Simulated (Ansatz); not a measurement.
# A series in volume scale on LaTiO₃

Results calculated with Ansatz 0.2.0, not measured. Free energy against uniform scaling of the volume at fixed shape and fractions; periodic cell, basis, potentials, k mesh and filling as listed.

The cell before it is scaled or strained (space group Pm-3m, No. 221):
```
cell vectors (Å)
   3.9200     0.0000     0.0000
   0.0000     3.9200     0.0000
   0.0000     0.0000     3.9200
atoms (fractions of the cell vectors)
La  0.00000  0.00000  0.00000
Ti  0.50000  0.50000  0.50000
O   0.50000  0.50000  0.00000
O   0.00000  0.50000  0.50000
O   0.50000  0.00000  0.50000
```

Settings of every row: functional PBEsol; dispersion none; potentials PAW; wave cutoff 550 eV; density cutoff 2200 eV; k mesh 6x6x6; k shift 0x0x0; occupations fermi dirac; smearing width 0.1 eV; spin none.

Limits: coarse k mesh, up to 40 meV an atom off; odd electron count without spin.

```csv
row,volume scale,V (Å³/atom),energy above lowest point (meV/atom),pressure (GPa)
1,0.88,10.602,112.6,30.51
2,0.92,11.083,41.6,17.21
3,0.96,11.565,6.4,6.56
4,1,12.047,0,-1.99
5,1.04,12.529,?,?
6,1.08,13.011,51.9,-14.36
7,1.12,13.493,101.9,-18.76
```

Question: what energy above lowest point and pressure should row 5 give?

Worked fit of energy above lowest point. Take u = (V_r/V)^(2/3) − 1 with V_r = 11.806 Å³ an atom, which is twice the finite (Eulerian) strain; such expansions in the strain, on which the Birch-Murnaghan equation of state is built, carry the rest volume and the bulk modulus. The shown rows have u = 0.07434, 0.04303, 0.01384, -0.01338, -0.06274, -0.08519. Least squares give energy above lowest point = 0 + 226.1 × u + 17037 × u² + 3999 × u³ meV/atom; a parabola predicts inner rows, each left out in turn, worse (root mean square 0.6 against 0.024 meV/atom). All shown rows lie on it to the printed digit. Its lowest point lies at u = -0.0067, or V = 11.92 Å³ an atom, and the curvature there gives the bulk modulus at fixed shape and fractions, B = (4/9)(1 + u)² E″(u)/V = 200 GPa. The withheld row has u = -0.03885, so the fit gives 0 + 226.1 × (-0.03885) + 17037 × (-0.03885)² + 3999 × (-0.03885)³ = 16.7 meV/atom.

The calculation gave 16.7 meV/atom. The fit meets it to the printed digit.

Worked fit of pressure. Take u = (V_r/V)^(2/3) − 1 with V_r = 11.806 Å³ an atom, which is twice the finite (Eulerian) strain; such expansions in the strain, on which the Birch-Murnaghan equation of state is built, carry the rest volume and the bulk modulus. The shown rows have u = 0.07434, 0.04303, 0.01384, -0.01338, -0.06274, -0.08519. Least squares give pressure = 2.046 + 313.42 × u + 877 × u² + 766 × u³ GPa; a parabola predicts inner rows, each left out in turn, worse (root mean square 0.12 against 0.013 GPa). The rows lie off it by 0.00, -0.01, 0.01, 0.00, 0.00, 0.00. The pressure vanishes at u = -0.0067, or V = 11.92 Å³ an atom, and there the bulk modulus at fixed shape and fractions is B = −V dP/dV = (2/3)(1 + u) dP/du = 200 GPa. The withheld row has u = -0.03885, so the fit gives 2.046 + 313.42 × (-0.03885) + 877 × (-0.03885)² + 766 × (-0.03885)³ = -8.85 GPa.

The calculation gave -8.85 GPa. The fit meets it to the printed digit.
